**Examination question.** The atomization energy of ClF, the energy of the separate atoms less that of the molecule, was computed in six basis sets at one fixed geometry. The table counts it from its value in the quadruple-zeta set, so a negative entry means weaker binding than there. The letters D, T and Q in the last three sets stand for double, triple and quadruple zeta; 6-31Gstar is the set usually written 6-31G*.

Atomization energy of ClF (neutral, singlet), computed with Ansatz 0.2.0 at the BCCD(T) level, Brueckner coupled cluster with doubles and perturbative triples. The noble-gas cores of both atoms are frozen, relativistic effects are left out, and the molecule keeps its MP2(full)/6-31G* geometry with a bond length of 1.66 Å in every basis set.

| basis | functions | atomization energy less its quadruple-zeta value (kJ/mol) |
| --- | --- | --- |
| STO-3G | 14 | -109.70 |
| 6-31G | 22 | -144.70 |
| 6-31Gstar | 34 | -38.30 |
| cc-pV(D+d)Z | 37 | -63.90 |
| cc-pV(T+d)Z | 69 | -16.00 |
| cc-pV(Q+d)Z | 119 | 0.00 |

### 1. Which set binds ClF most weakly, and does binding grow with the number of functions?

*Answer.* The weakest binding is found in 6-31G, not in the smallest set, STO-3G. Of the five steps down the table, three raise the binding and two lower it: from STO-3G to 6-31G, and from 6-31G* to cc-pV(D+d)Z. Within the correlation-consistent family, the last three rows, each larger set does bind more strongly.

*Remark.* An atomization energy is a difference. New functions lower the energy of the molecule, but they lower the atoms too, and binding grows only if the molecule gains more. Each step therefore raises the same question: who profits more, the molecule or the atoms?

### 2. The step from 6-31G to 6-31G* adds only twelve functions. Why does it help so much?

*Answer.* The added functions are d functions, six on each atom in the Cartesian form used here, where one combination of the six is really an s function. In a free atom the mean field has little use for them. In the bond the charge of each atom is pulled out of shape by its neighbour, and p functions need an admixture of d to follow. The molecule thus gains something that the atoms hardly need, and binding rises by 106.4 kJ/mol.

*Remark.* The energies of the molecule support this picture. Its mean-field energy falls by 106.2 kJ/mol in this step, almost exactly the gain in binding. The d functions also lower the correlation energy, but they do so in atoms and molecule alike, and most of that cancels. The close agreement is partly luck, because the mean-field energy of the atoms changes a little as well.

### 3. Why can tiny STO-3G bind more strongly than 6-31G? Would the argument change if fluorine replaced chlorine?

*Answer.* First ask what the STO-3G binding consists of, and count the empty places. In this set a halogen atom has four valence orbitals, hence eight places for seven electrons. Correlation needs a pair of electrons to move into two empty places, and the atom has only one, so its correlation energy is zero. The molecule has an empty antibonding orbital with room for a pair, which lets the two bonding electrons avoid each other.

All the correlation energy of the molecule, 131.6 kJ/mol, therefore counts as binding. It makes up 94% of the STO-3G atomization energy of 140.2 kJ/mol. In 6-31G the atoms can correlate too, but the correlation energy of the molecule also grows, by 348 kJ/mol, and the atoms probably gain less than that. The likely cause of the weaker binding is then the mean field, which improves more for the atoms than for the molecule. With both parts counted, the atoms gain 35 kJ/mol more than the molecule does, and binding drops by that amount.

With fluorine in place of chlorine the count is the same, since both atoms have seven valence electrons.

*Remark.* The count explains what the STO-3G binding consists of. That the mean field causes the drop in 6-31G is expected rather than computed, because the energies of the atoms are not split into mean field and correlation here.

### 4. 6-31G* comes closer to quadruple zeta than cc-pV(D+d)Z does. Is it the better set?

*Answer.* No, closeness alone does not show that. On going to cc-pV(D+d)Z the energy of the molecule falls by 137.8 kJ/mol, so the molecule is not described worse. The two atoms together fall by 163.4 kJ/mol, and the difference, 25.6 kJ/mol, is lost from the binding. 6-31G* looks good here because its atoms lie too high by an amount that happens to suit the molecule.

*Remark.* The energy of the atoms follows from two known quantities: it is the energy of the molecule plus the atomization energy. A lower total energy is strict proof of a better description only for the mean-field part, where the variational principle holds. That part falls too, by 74 kJ/mol.

### 5. How would the last rows behave if the correlated method were replaced by Hartree–Fock?

*Answer.* They should settle sooner. Hartree–Fock lets each electron feel only the average of the others, and a moderate number of smooth functions describes that well. Correlation is harder, because the wave function has a sharp crease, the cusp, wherever two electrons meet. Products of smooth orbitals reproduce a crease only slowly.

*Remark.* The molecule shows the difference. From triple to quadruple zeta its energy falls by 149 kJ/mol, of which the mean field accounts for only 35. For the binding itself the faster convergence is argued from theory, since the atoms cancel 89% of the molecule's gain in this step.

### 6. How well can the step from triple to quadruple zeta be estimated from the size of the step before it?

*Answer.* Each further shell of angular momentum repairs a smaller part of the cusp, with energy gains that fall roughly as the inverse fourth power of the angular momentum. Adding up all the shells still absent from a set gives an error that falls as the inverse cube of its cardinal number n, which is 2, 3 and 4 for double, triple and quadruple zeta. With D the atomization energy, D∞ its limit and A a constant,

D(n) = D∞ − A/n³.

The step from n = 2 to n = 3 is −16.0 − (−63.9) = 47.9 kJ/mol. It equals A(1/8 − 1/27), so A is about 545 kJ/mol. The next step should then be 545 × (1/27 − 1/64) ≈ 11.7 kJ/mol.

The calculation gives 16.0 kJ/mol. The formula rightly gives a smaller step than the one before, but makes it about a quarter too small.

*Remark.* The quadruple-zeta value cancels from the difference that fixes A, so this is a real test of the formula, though only on one step and with the result already in the table. Two reasons for the miss are likely. The inverse cube is a law for large n, and double zeta is hardly large. It also describes the correlation energy, whereas it was applied here to the whole binding. An inverse square would give 16.8 kJ/mol, but this better match has no such derivation behind it.

### 7. The quadruple-zeta atomization energy is 249.9 kJ/mol. Which of its digits can be trusted?

*Answer.* The tenths serve to compare rows of this table, but they say nothing about the real molecule. Even the tens are in doubt, because quadruple zeta is only the chosen zero and binding was still rising when the series stopped. How much is still to come depends on the formula used to continue it. If each step is the same fraction of the one before, about 8 kJ/mol remain. The inverse cube through the last two rows gives about 12, and the inverse square about 21.

A fair statement is that the complete-basis value at this level, with frozen cores, probably lies some 8 to 20 kJ/mol higher, between about 258 and 270 kJ/mol. Three points cannot settle it more closely.

*Remark.* A comparison with experiment needs more than a larger basis. Spin-orbit coupling, which the calculation leaves out, lowers the free halogen atoms and so weakens the binding. Rough recalled splittings of the atomic levels put this at about 5 kJ/mol. Leaving it out makes the computed binding too strong, while the unfinished basis makes it too weak. The two errors partly cancel, and a good match with a measured value would not prove that the basis is complete.

The same caution applies in chip making, where halogen fluorides serve to clean deposition chambers: a reaction model fed with a small-basis bond energy can start with an error of tens of kJ/mol or more. The output below lists the steps for molecule and atoms and the continuations used in the last two answers.

The analysis program printed:

```
Atomization energy in each set:
          row  atomization energy kJ/mol  percent off quadruple zeta
       STO-3G                      140.2                       -43.9
        6-31G                      105.2                       -57.9
    6-31Gstar                      211.6                      -15.33
  cc-pV(D+d)Z                        186                      -25.57
  cc-pV(T+d)Z                      233.9                      -6.403
  cc-pV(Q+d)Z                      249.9                           0
Change from the row above in kJ/mol:
          row  binding rises  molecule falls  both atoms fall  molecular reference falls
        6-31G            -35           16746            16781                      16398
    6-31Gstar          106.4           497.9            391.5                      106.2
  cc-pV(D+d)Z          -25.6           137.8            163.4                      74.26
  cc-pV(T+d)Z           47.9             474            426.1                        142
  cc-pV(Q+d)Z             16           149.4            133.4                      35.39
STO-3G correlation energy of the molecule in kJ/mol: 131.6
STO-3G binding left without correlation in kJ/mol: 8.555
STO-3G share of binding due to correlation in percent: 93.9
Share of the last molecular gain cancelled by the atoms in percent: 89.29
Step from double to triple zeta in kJ/mol: 47.9
Step from triple to quadruple zeta in kJ/mol: 16
Ratio of the second step to the first: 0.334
Second step predicted by the inverse cube in kJ/mol: 11.66
Second step predicted by the inverse square in kJ/mol: 16.76
Inverse-cube limit from double and triple zeta above quadruple zeta in kJ/mol: 4.168
Inverse-cube limit from triple and quadruple zeta above quadruple zeta in kJ/mol: 11.68
Inverse-square limit from triple and quadruple zeta above quadruple zeta in kJ/mol: 20.57
Geometric-series limit above quadruple zeta in kJ/mol: 8.025
Rough loss of binding by atomic spin-orbit coupling in kJ/mol: 5.104
```
